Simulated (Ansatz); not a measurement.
## BiTe: pressure and energy less free atoms against volume per atom

Results calculated with Ansatz 0.2.0, not measured. Periodic Kohn-Sham DFT of a crystal at fixed atoms; pressure and stress are positive in compression; the energy is the free energy less that of spherical unpolarised free atoms; site moments are those in the method's own spheres, positive along +z.

Cell of the first row (space group Fm-3m, No. 225):
```
BiTe
1.0
      0.0000     3.1695     3.1695
      3.1695     0.0000     3.1695
      3.1695     3.1695     0.0000
Bi Te
1 1
Direct
  0.00000 0.00000 0.00000
  0.50000 0.50000 0.50000
```

Settings of every row: method all-electron LAPW; functional PBE; relativity scalar; k mesh 10x10x10; filling fermi-dirac; smearing width 0.03 eV; basis error target 0.25 meV/atom; nucleus gaussian.

Atom start moment: 0 on all atoms.

Limits: no spin-orbit coupling on heavy atoms.

```csv
row,volume per atom (Å³),pressure (GPa),energy less free atoms (eV/atom)
1,31.841,4.351,-3.5407
2,33.178,1.88,-3.5663
3,33.855,0.813,-3.572
4,34.532,?,?
5,35.886,-1.78,-3.565
```

Question: what pressure and energy less free atoms should row 4 give?

Worked fit of pressure. Take u = (V_r/V)^(2/3) − 1 with V_r = 33.516 Å³ an atom, which is twice the finite (Eulerian) strain; such expansions in the strain, on which the Birch-Murnaghan equation of state is built, carry the rest volume and the bulk modulus. The shown rows have u = 0.03477, 0.00678, -0.00669, -0.04453. Least squares give pressure = 1.3333 + 79.385 × u + 212.73 × u² GPa; a straight line predicts inner rows, each left out in turn, worse (root mean square 0.22 against 0.0027 GPa). The rows lie off it by 0.000, -0.001, 0.001, 0.000. The pressure vanishes at u = -0.0176, or V = 34.42 Å³ an atom, and there the bulk modulus at fixed shape and fractions is B = −V dP/dV = (2/3)(1 + u) dP/du = 47.1 GPa. The withheld row has u = -0.01971, so the fit gives 1.3333 + 79.385 × (-0.01971) + 212.73 × (-0.01971)² = -0.149 GPa.

The calculation gave -0.146 GPa. The fit lies 0.003 GPa (2.1 % of the value, 0.049 % of the column's range) below it; its largest miss of a shown row is 0.001 GPa.

Worked fit of energy less free atoms. Take u = (V_r/V)^(2/3) − 1 with V_r = 33.516 Å³ an atom, which is twice the finite (Eulerian) strain; such expansions in the strain, on which the Birch-Murnaghan equation of state is built, carry the rest volume and the bulk modulus. The shown rows have u = 0.03477, 0.00678, -0.00669, -0.04453. Least squares give energy less free atoms = −3.56971 + 0.4221 × u + 11.853 × u² eV/atom; a straight line predicts inner rows, each left out in turn, worse (root mean square 0.012 against 2.8e-07 eV/atom). All shown rows lie on it to the printed digit. Its lowest point lies at u = -0.0178, or V = 34.43 Å³ an atom, and the curvature there gives the bulk modulus at fixed shape and fractions, B = (4/9)(1 + u)² E″(u)/V = 47.3 GPa. The withheld row has u = -0.01971, so the fit gives −3.56971 + 0.4221 × (-0.01971) + 11.853 × (-0.01971)² = -3.5734 eV/atom.

The calculation gave -3.5734 eV/atom. The fit meets it to the printed digit.
